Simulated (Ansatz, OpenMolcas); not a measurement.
**Abstraction of F: SiH2(CH3)F + NO → SiH2(CH3) + NOF**

Species: SiH2(CH3)F, singlet; NO (nitric oxide), doublet; SiH2(CH3), doublet; NOF (nitrosyl fluoride) `O=NF`, singlet. A radical takes F: the energy is the difference in strength between the Si–F bond broken and the N–F bond made.

Shapes, held fixed at every level: PBE0-D4/def2-TZVP. Programs: Ansatz 0.2.0, OpenMolcas 26.06. The zero-point and thermal change to 298 K, harmonic and unscaled (PBE0-D4/def2-TZVP), is -5.1 kJ/mol.

```csv
level,kind,ΔH(298 K) (kJ/mol),less CCSD(T)/CBS estimate
HF/def2-SVP,Hartree–Fock,+465.4,+70.4
PBE-D4/def2-TZVPP,GGA,+316.2,-78.8
B3LYP/6-31G* (Cartesian functions),global hybrid,+363.4,-31.6
B2PLYP/def2-TZVPP,double hybrid,+385.0,-10.0
MP2/def2-SVP,perturbation theory,+381.1,-13.9
CCSD(T)/def2-SVP,coupled cluster or CI,+380.7,-14.3
CCSD/def2-TZVPP,coupled cluster or CI,+410.4,+15.4
CCSD(T)/CBS estimate,coupled cluster or CI,+395.0,0.0
```

The highest level, CCSD(T)/CBS estimate, gives ΔH(298 K) = +395.0 kJ/mol; the levels span +316.2 to +465.4. The column of differences is taken from that level and isn't an error. No measured value is set beside it here. Open shells run unrestricted unless RO is named. The CBS estimate extrapolates MP2 from def2-TZVPP and def2-QZVPP and adds CCSD(T) − MP2 in the triple-zeta set, cores frozen.

Fluorine transfer from silicon to NO is strongly endothermic at every level, +395.0 kJ/mol at the highest. The Si–F bond is very strong because it is highly polar and gains further from fluorine lone-pair donation into σ* orbitals on silicon. The N–F bond in NOF is weak: the unpaired electron of NO is already stabilised by delocalisation in a π* orbital, and lone pairs on adjacent atoms repel.

Within def2-SVP, adding correlation to Hartree–Fock lowers the reaction energy sharply, which suggests that correlation strengthens the N–F bond more than the Si–F bond. PBE falls well below the coupled-cluster result, probably in large part because it overbinds NOF. MP2 and CCSD(T) nearly coincide in def2-SVP, yet CCSD(T) rises by 14.3 kJ/mol on going to the CBS estimate, so their agreement in the small basis doesn't indicate a converged energy. The thermochemistry makes the forward abstraction unfavourable and its reverse strongly exothermic, but doesn't establish how fast the silyl radical would take fluorine from NOF.
